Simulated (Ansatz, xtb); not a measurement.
**CH6OSn: which of two isomers lies lower**

Structure X is `C[O][SnH3]`, a singlet and structure Y is `[CH3][SnH2][OH]`, a singlet. Both are isolated molecules in the gas phase, relaxed with PBE0-D3(BJ)/def2-SVP; the shapes shown needn't be the lowest conformers.

X (Å):

```
atom    x (Å)    y (Å)    z (Å)
   C  -0.8060  -1.4953  -0.4403
   O   0.0898  -0.4278  -0.4287
  Sn   2.0016  -0.7093  -0.9126
   H  -0.5354  -2.3048   0.2693
   H  -0.9207  -1.9626  -1.4406
   H  -1.8029  -1.1266  -0.1418
   H   2.0529  -1.3119  -2.5190
   H   2.6618  -1.8421   0.1950
   H   2.6790   0.8475  -0.7604
```

Y (Å):

```xyz
9

C    -0.7205   -0.8313   -0.4955
O     2.6437   -0.5970   -0.2482
Sn    1.1668   -1.7736   -0.8940
H    -0.8114    0.1018   -1.0693
H    -1.5425   -1.5045   -0.7794
H    -0.7982   -0.6034    0.5767
H     1.3859   -2.0534   -2.5793
H     1.3981   -3.1952    0.0283
H     2.7596    0.1817   -0.8031
```

Quicker runs give these differences E(Y) − E(X): GFN2-xTB −3.1 kJ/mol; HF/STO-3G −26.1 kJ/mol (at GFN2-xTB geometries); r2SCAN-D4/def2-SVP −67.6 kJ/mol (at GFN2-xTB geometries).

Task: Estimate E(Y) − E(X) at the level CCSD(T)/def2-TZVP.

Result: Calculated at CCSD(T)/def2-TZVP: E(Y) − E(X) = −84.3 kJ/mol, so structure Y lies lower.

Level by level:

```
               level              geometry  E(Y) − E(X) (kJ/mol)  departure from the last row (kJ/mol)  job, with rough time for the two
            GFN2-xTB              GFN2-xTB                    −3.1                                 +81.1               optimisation, 0.3 s
           HF/STO-3G              GFN2-xTB                   −26.1                                 +58.2               single point, 1.6 s
  r2SCAN-D4/def2-SVP              GFN2-xTB                   −67.6                                 +16.6               single point, 4.5 s
PBE0-D3(BJ)/def2-SVP  PBE0-D3(BJ)/def2-SVP                   −65.1                                 +19.2                optimisation, 58 s
        HF/def2-TZVP  PBE0-D3(BJ)/def2-SVP                   −69.0                                 +15.3           part of the CCSD(T) run
       MP2/def2-TZVP  PBE0-D3(BJ)/def2-SVP                   −93.8                                  −9.5           part of the CCSD(T) run
   CCSD(T)/def2-TZVP  PBE0-D3(BJ)/def2-SVP                   −84.3                                                   single point, 1.7 min
```

As drawn, Y has 1 C–Sn, 1 O–H in place of 1 C–O, 1 Sn–H.

The levels shown agree on the order. The largest departure from CCSD(T)/def2-TZVP is that of GFN2-xTB, 81.1 kJ/mol.

With harmonic frequencies from PBE0-D3(BJ)/def2-SVP (ideal gas, rigid rotor, one conformer each, 298.15 K, 1 atm): on the last row, ΔE + ΔZPE = −81.7, ΔH = −80.4, ΔG = −83.3 kJ/mol.

The correlated steps freeze 6 core orbitals; the filled d shell of Sn is correlated, in a basis made for valence electrons. Atoms past krypton carry core potentials in the def2 sets, other sets are all-electron and non-relativistic, and no spin–orbit term is included. Mirror images aren't counted in ΔG. Run with Ansatz 0.2.0, xtb 6.7.1; the last row on 2 threads of Intel(R) Xeon(R) Processor @ 2.50GHz (Skylake/Cascade Lake) on a shared host.

Methylstannanol (Y) lies well below methoxystannane (X), and the preference survives the thermal corrections, with ΔG at −83.3 kJ/mol. Both isomers keep an Sn–O link, so the difference comes mainly from exchanging a C–O and an Sn–H bond for a C–Sn and an O–H bond. Giving up C–O for the weaker C–Sn bond costs energy, but replacing the weak Sn–H bond with a very strong O–H bond more than repays it. Hydrogen overlaps poorly with tin's diffuse valence orbitals, whereas its bond to oxygen is short, strongly overlapping and polar. The stiff O–H stretch also gives Y the larger zero-point energy, which trims its advantage slightly. Hartree–Fock in the larger basis already recovers most of the preference; correlation increases it, and MP2 overshoots that increase. The small gap in the minimal basis probably reflects its inability to describe polarisation in these unlike bonds. The energy difference alone doesn't show that X would rearrange readily, since the conversion must break strong bonds and no barrier was computed.
